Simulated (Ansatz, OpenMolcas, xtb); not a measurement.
# How methods differ on CH6BNO2 (SMILES COB(N)O)

The species is CH6BNO2 (11 atoms), meant as a singlet with charge 0. SMILES: `COB(N)O`. The shape is that of a PBE0-D4/def2-TZVP optimisation. This is one conformer, not always the lowest.

```xyz
11

C     0.7135    0.8516    1.1297
O    -0.4467    0.1025    0.8785
B    -0.6440   -0.5067   -0.3384
N     0.2758   -0.4319   -1.4037
O    -1.8010   -1.2231   -0.5148
H     0.8013    1.7018    0.4431
H     0.6544    1.2386    2.1476
H     1.6169    0.2360    1.0476
H     1.1441    0.0663   -1.3669
H     0.0952   -0.8909   -2.2775
H    -2.3441   -1.2011    0.2754
```

Quantity: the HOMO–LUMO gap, in eV. The values are calculated.

```tsv
level	kind	program	value (eV)
GFN1-xTB	semi-empirical	xtb	7.32
HF/6-31G* (spherical functions)	Hartree–Fock	OpenMolcas	17.01
SVWN5/6-31G* (spherical functions)	LDA	OpenMolcas	6.97
BLYP/6-31G* (spherical functions)	GGA	OpenMolcas	6.85
M06-L/6-31G* (spherical functions)	meta-GGA	OpenMolcas	8.18
r2SCAN0/6-31G* (spherical functions)	hybrid meta-GGA	Ansatz	10.33
CAM-B3LYP/6-31G* (spherical functions)	range-separated hybrid	Ansatz	12.04
HSE06/6-31G* (spherical functions)	range-separated hybrid	Ansatz	8.85
wB97X/6-31G* (spherical functions)	range-separated hybrid	Ansatz	14.41
PBE-QIDH/6-31G* (spherical functions)	double hybrid	Ansatz	14.13
```

The values span 6.85 to 17.01 eV. Orbital gaps aren't excitation energies, and those of double hybrids come from the SCF part alone; they tend to grow with the share of exact exchange.

The wide spread reflects how each method places both the filled and the empty levels, not any uncertainty about the bonding: exact exchange lowers the HOMO as well as raising the LUMO. In Hartree–Fock an electron in a virtual orbital feels the field of all the occupied electrons, so the LUMO is affinity-like and lies high. A semilocal Kohn–Sham potential acts alike on filled and empty orbitals, which keeps the BLYP gap down at 6.85 eV. The range of the exchange matters as well as its amount: HSE06, which screens it at long range, gives 8.85 eV, whereas wB97X, which restores it there in full, reaches 14.41 eV.

Chemically, a large gap is reasonable for this molecule. Nitrogen and oxygen lone pairs donate into the formally empty boron p orbital, stabilising the donor combinations and pushing the boron-centred π* level up. The HOMO is therefore probably lone-pair-like, with much nitrogen character. The LUMO is less certain, because 6-31G* has no diffuse functions; adding them would probably lower the Hartree–Fock gap in particular by letting the empty orbital spread outwards.
